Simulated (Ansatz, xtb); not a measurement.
## Relative energy of two isomers of C4H4N2OSi

Structure a: `N#Cc1coc([SiH3])n1`, a singlet. Structure b: `N#Cc1nc([SiH3])co1`, a singlet. Both are isolated molecules in the gas phase, relaxed with B3LYP-D3(BJ)/def2-SVP.

a (Å):

```
atom    x (Å)    y (Å)    z (Å)
   C   0.9567   0.3382   2.0089
   C   0.4006   0.0533   0.7268
   C   1.0664  -0.2865  -0.4242
   C  -1.0752  -0.2269  -0.7975
   N   1.4271   0.5670   3.0444
   N  -0.9602   0.0833   0.4592
   O   0.1445  -0.4647  -1.3896
  Si  -2.6694  -0.3655  -1.8067
   H   2.1127  -0.4267  -0.6791
   H  -3.3490   0.9562  -1.8050
   H  -2.2962  -0.7637  -3.1890
   H  -3.5401  -1.3929  -1.1786
```

b (Å):

```xyz
12

C    -0.7555   -1.9354    2.1218
C    -0.7690   -1.2588    0.8676
C    -0.6158    0.1248   -0.7576
C    -1.1088   -1.0607   -1.2428
N    -0.7431   -2.4828    3.1441
N    -0.4071   -0.0383    0.6106
O    -1.2099   -1.9449   -0.2209
Si   -0.2433    1.7375   -1.6466
H     1.2008    2.0680   -1.5096
H    -0.5875    1.5462   -3.0839
H    -1.0659    2.8343   -1.0687
H    -1.4157   -1.4103   -2.2246
```

Estimate E(b) − E(a) at the level CCSD(T)/def2-SVP + ΔMP2/def2-TZVPP.

Calculated at CCSD(T)/def2-SVP + ΔMP2/def2-TZVPP: E(b) − E(a) = +2.8 kcal/mol, so structure a lies lower.

Level by level:

```csv
level,geometry,E(b) − E(a) (kcal/mol),departure from the last row (kcal/mol),"job, with rough time for the two"
GFN2-xTB,GFN2-xTB,+3.4,+0.7,"optimisation, 0.27 s"
HF/STO-3G,GFN2-xTB,+5.1,+2.3,"single point, 0.94 s"
r2SCAN-D4/def2-SVP,GFN2-xTB,+2.5,−0.2,"single point, 5.7 s"
B3LYP-D3(BJ)/def2-SVP,B3LYP-D3(BJ)/def2-SVP,+2.6,−0.2,"optimisation, 77 s"
HF/def2-SVP,B3LYP-D3(BJ)/def2-SVP,+3.7,+0.9,part of the CCSD(T) run
MP2/def2-SVP,B3LYP-D3(BJ)/def2-SVP,+2.1,−0.7,part of the CCSD(T) run
CCSD(T)/def2-SVP,B3LYP-D3(BJ)/def2-SVP,+2.7,−0.1,single point
CCSD(T)/def2-SVP + ΔMP2/def2-TZVPP,B3LYP-D3(BJ)/def2-SVP,+2.8,,"single point, 96 s"
```

As drawn, both hold the same kinds of bond in the same numbers.

None of the levels shown reverses the order. The largest departure from CCSD(T)/def2-SVP + ΔMP2/def2-TZVPP is that of HF/STO-3G, 2.3 kcal/mol. A small imaginary or near-zero mode remains, so no thermal terms are given. The last row adds to CCSD(T) the change of the MP2 difference between the two basis sets, here +0.1 kcal/mol.

The correlated steps freeze 12 core orbitals. Programs: Ansatz 0.2.0, xtb 6.7.1; the last row on 2 threads of Intel(R) Xeon(R) Platinum 8259CL CPU @ 2.50GHz (Skylake/Cascade Lake) on a shared host.

The oxazole with silyl at C2 and cyano at C4 is modestly favoured over the one with the two substituents exchanged, by 2.8 kcal/mol in electronic energy. The preference probably reflects electronic matching between substituent and ring position. C2 lies between oxygen and nitrogen and is the most electron-poor ring carbon, so it suits the electropositive, σ-donating silyl group better than the electron-withdrawing cyano group. At C4, cyano can also accept π density from the ring oxygen through the C4–C5 double bond, a push–pull arrangement lost when it sits on the C=N carbon.

Correlation weakens the preference without creating it: in the same basis and at the same geometries, Hartree–Fock gives +3.7 kcal/mol, MP2 overcorrects to +2.1, and CCSD(T) falls between them at +2.7. The similar bonding in the two isomers helps errors cancel, which supports the electronic ordering despite the small gap. Because both substituents move at once, the energy difference can't be divided into separate silyl and cyano contributions; the monosubstituted oxazoles would be needed for that.
